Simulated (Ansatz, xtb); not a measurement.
## Two isomers of C3H6ClNSi

Structure X is `C[Si](C)(Cl)C#N`, a singlet and structure Y is `C[Si@@H](Cl)CC#N`, a singlet. Both are isolated molecules in the gas phase, relaxed with B3LYP/def2-SVP; each stands in its lowest conformer found.

**Question.** Estimate which is lower in electronic energy at CCSD(T)/def2-SVP + ΔMP2/def2-TZVPP, and by roughly how much.

**Answer.** The CCSD(T)/def2-SVP + ΔMP2/def2-TZVPP calculation puts structure X lower, by 0.580 eV.

The same difference at several levels:

```json
{"level": "GFN2-xTB", "geometry": "GFN2-xTB", "E(Y) − E(X) (eV)": "−0.540", "departure from the last row (eV)": "−1.120", "job, with rough time for the two": "optimisation, 0.16 s"}
{"level": "HF/STO-3G", "geometry": "GFN2-xTB", "E(Y) − E(X) (eV)": "+0.721", "departure from the last row (eV)": "+0.141", "job, with rough time for the two": "single point, 0.44 s"}
{"level": "r2SCAN-D4/def2-SVP", "geometry": "GFN2-xTB", "E(Y) − E(X) (eV)": "+0.482", "departure from the last row (eV)": "−0.099", "job, with rough time for the two": "single point, 5.8 s"}
{"level": "B3LYP/def2-SVP", "geometry": "B3LYP/def2-SVP", "E(Y) − E(X) (eV)": "+0.466", "departure from the last row (eV)": "−0.114", "job, with rough time for the two": "optimisation, 44 s"}
{"level": "HF/def2-SVP", "geometry": "B3LYP/def2-SVP", "E(Y) − E(X) (eV)": "+0.487", "departure from the last row (eV)": "−0.093", "job, with rough time for the two": "part of the CCSD(T) run"}
{"level": "MP2/def2-SVP", "geometry": "B3LYP/def2-SVP", "E(Y) − E(X) (eV)": "+0.538", "departure from the last row (eV)": "−0.042", "job, with rough time for the two": "part of the CCSD(T) run"}
{"level": "CCSD(T)/def2-SVP", "geometry": "B3LYP/def2-SVP", "E(Y) − E(X) (eV)": "+0.510", "departure from the last row (eV)": "−0.070", "job, with rough time for the two": "single point"}
{"level": "CCSD(T)/def2-SVP + ΔMP2/def2-TZVPP", "geometry": "B3LYP/def2-SVP", "E(Y) − E(X) (eV)": "+0.580", "departure from the last row (eV)": "", "job, with rough time for the two": "single point, 63 s"}
```

As drawn, Y has 1 C–C, 1 Si–H in place of 1 C–Si, 1 C–H.

GFN2-xTB puts the two in the other order. The largest departure from CCSD(T)/def2-SVP + ΔMP2/def2-TZVPP is that of GFN2-xTB, 1.120 eV. The last row adds to CCSD(T) the change of the MP2 difference between the two basis sets, here +0.070 eV.

With thermal terms from frequencies at re-optimised GFN2-xTB minima (ideal gas, soft modes damped towards free rotors, one conformer each, 298.15 K, 1 atm): the zero-point term adds −0.047 eV; ΔH is +0.515 and ΔG +0.556 eV.

The correlated steps freeze 14 core orbitals. Mirror images aren't counted in ΔG. Programs: Ansatz 0.2.0, xtb 6.7.1; the last row on 2 threads of Arm Neoverse V2 on a shared host.

The preference for the silyl cyanide X is clear and survives the thermal terms. Its main source is probably the exchange of hydrogen between silicon and carbon: a C–H bond is considerably stronger than an Si–H bond, and X keeps all its hydrogen on carbon. The accompanying exchange of C–Si for C–C offsets this only in part, since silicon's bonds to carbon are strengthened by their polarity, particularly that to the electronegative cyanide carbon.

Hartree–Fock already gives +0.487 eV in the smaller basis, against +0.510 eV with CCSD(T), so the ordering doesn't hinge on differential correlation. The reversed sign from GFN2-xTB therefore points to an imbalance in its parametrised description of these bonds, possibly those between silicon and cyanide, rather than to a subtle electronic effect. The zero-point term moves slightly towards Y, as expected when a stiff C–H stretch gives way to a softer Si–H one. The energy difference says nothing about the barrier to interconversion.
